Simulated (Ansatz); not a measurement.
## SrB: pressure against volume ratio

All results are calculated (Ansatz 0.2.0). Plane-wave density functional theory, PAW datasets, Gaussian smearing 0.05 eV: equation of state, the given cell scaled in volume with shape and atoms relaxed at each volume.

The cell before it is scaled or strained (space group Fm-3m, No. 225):
```
cell vectors (Å)
   0.0000     2.9409     2.9409
   2.9409     0.0000     2.9409
   2.9409     2.9409     0.0000
atoms (fractions of the cell vectors)
Sr  0.50000  0.50000  0.50000
B   0.00000  0.00000  0.00000
```

Settings of every row: paw set soft_2; functional PBEsol; spin treatment none; moment partition spheres; spin axis none; wave cutoff 420 eV; k mesh 10x10x10; symmetry use detected.

Atom hubbard u: 0 on all atoms.

Limits: the cell comes from a prototype or a list of computed structures and needn't be the stable phase.

```
row  volume ratio  V (Å³/atom)  pressure (GPa)  energy above given cell (meV per atom)
  1          0.96       24.418           1.657                                    5.03
  2          0.98       24.927           0.774                                    1.19
  3             1       25.436               ?                                       ?
  4          1.02       25.945          -0.767                                    1.24
  5          1.04       26.453          -1.436                                    4.69
```

Question: what pressure should row 3 give?

Worked fit of pressure. Take u = (V_r/V)^(2/3) − 1 with V_r = 25.436 Å³ an atom, which is twice the finite (Eulerian) strain; such expansions in the strain, on which the Birch-Murnaghan equation of state is built, carry the rest volume and the bulk modulus. The shown rows have u = 0.0276, 0.01357, -0.01312, -0.0258. Least squares give pressure = −0.0321 + 57.69 × u + 127.1 × u² GPa; a straight line predicts inner rows, each left out in turn, worse (root mean square 0.052 against 0.00034 GPa). All shown rows lie on it to the printed digit. The pressure vanishes at u = 0.0006, or V = 25.41 Å³ an atom, and there the bulk modulus with shape and atoms relaxed is B = −V dP/dV = (2/3)(1 + u) dP/du = 38.6 GPa. The withheld row has u = 0, so the fit gives −0.0321 + 57.69 × (0) + 127.1 × (0)² = -0.032 GPa.

The calculation gave -0.032 GPa. The fit meets it to the printed digit.

The other values of row 3: energy above given cell 0 meV per atom.
